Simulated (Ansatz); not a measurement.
IrRu: Boltzmann equation against the high-temperature formula (computed with Ansatz 0.2.0)

Space group R-3m (No. 166), 2 atoms in the cell of the first input below: a = 4.651 Å, b = 4.651 Å, c = 4.651 Å, α = 33.55°, β = 33.55°, γ = 33.55°.

The structure comes from the Materials Project database of computed cells (whether it is a measured phase wasn't checked), relaxed without spin–orbit coupling to zero pressure (pressure 0.0 GPa with this functional, without spin–orbit coupling). Functional: PBEsol.

Input:

```yaml
crystal:
  lattice:
    - [1.3424761999, 0.7750789954, 4.3848697723]
    - [-1.3424761999, 0.7750789954, 4.3848697723]
    - [0.0, -1.5501579908, 4.3848697723]
  atoms:
    - { symbol: Ir, position: [0.0, 0.0, 0.0] }
    - { symbol: Ru, position: [0.5, 0.5, 0.5] }
basis:
  ecutwfc: 420
  ecutrho_ratio: 4
kpoints:
  mp_grid: { grid: [14, 14, 14] }
hamiltonian:
  xc: pbesol
scf:
  occupations: { method: methfessel_paxton, width: 0.2 }
output: {}
phonons:
  supercell: [2, 2, 2]
  qpath:
    path:
      - [[0.0, 0.0, 0.0], [0.5, 0.5, 0.5], [0.81250343, 0.18749657, 0.5]]
      - [[0.5, -0.18749657, 0.18749657], [0.5, 0.0, 0.0], [0.0, 0.0, 0.0], [0.34374829, -0.34374829, 0.0]]
      - [[0.65625171, 0.0, 0.34374829], [0.5, 0.0, 0.5], [0.0, 0.0, 0.0]]
    npoints: 6
  electrical_resistivity: { mesh: [28, 28, 28], temperatures: [50, 100, 200, 300, 500] }
  superconductivity: { mesh: [28, 28, 28], eliashberg_equations: false }
```

```bash
ansatz run input.yaml --threads 8 --pin off --max-ram 15360MiB --backend cpu --events-out ev --progress --plain --runs-dir out
```

Time: 43 min on 8 threads of Intel(R) Xeon(R) Processor @ 2.50GHz (Skylake/Cascade Lake) (shared host), peak memory 11 GiB.

λ_tr,xx from the finest mesh down: 0.627, 0.613, 0.625. The next coarser mesh moves the resistivity at 300 K by 2 % along the axis that moves most.

The run gives λ_tr,xx = 0.627 and a Drude plasma energy ħω_p,xx = 10.12 eV.

Task: Estimate the resistivity along x at 300 K from the high-temperature formula.

Result: ħ/τ = 2π λ_tr k_B T = 0.1018 eV and ρ = 1/(ε0 ω_p² τ) = 7.39 μΩ cm. The Boltzmann solution gives 6.76 μΩ cm, so the estimate is 9 % high.

| T (K) | ρ_xx (μΩ cm) | ρ_zz (μΩ cm) | formula, xx | R_H, field along x (10⁻¹¹ m³/C) | R_H, field along z (10⁻¹¹ m³/C) |
| --- | --- | --- | --- | --- | --- |
| 50 | 0.16 | 0.17 | 1.23 | 5.6 | 6.14 |
| 100 | 1.37 | 1.36 | 2.46 | 7.14 | 7.38 |
| 200 | 4.19 | 4.22 | 4.93 | 7.44 | 7.38 |
| 300 | 6.76 | 6.82 | 7.39 | 7.46 | 7.35 |
| 500 | 11.66 | 11.72 | 12.32 | 7.51 | 7.39 |

At 300 K the directions of the field differ by less than the mesh moves R_H. At 300 K the next coarser mesh moves R_H by up to 2 %.

At 50 K the solution is 0.13 times the linear formula, and at 500 K 0.95 times. The formula is meant for temperatures above the phonon energies and for bands that vary little within k_B T.

Caveats: no spin-orbit coupling, which matters for these elements; small supercell, couplings not converged in it.

The Boltzmann resistivity stays below the linear formula at every temperature and approaches it on warming. At low temperature the phonons that scatter through large angles freeze out, and the remaining long-wavelength ones relax the current poorly, so the resistivity falls much faster than linearly. From 200 to 500 K the shortfall shrinks more slowly than phonon quantisation alone would give. This suggests a lasting contribution from scattering that varies over the Fermi surface, which the full solution can exploit to lower the resistivity and a single averaged λ_tr cannot.

The near-equality of ρ_xx and ρ_zz fits a layered ordering on an almost ideal fcc framework; at 300 K their difference is too small to establish an anisotropy. The positive R_H indicates predominantly hole-like Fermi-surface curvature, but in a multiband d metal it doesn't give a carrier density. Its drop at 50 K probably reflects a redistribution of scattering rates over the Fermi surface. These values describe a perfectly ordered crystal; chemical disorder in a real alloy would add a residual resistivity.
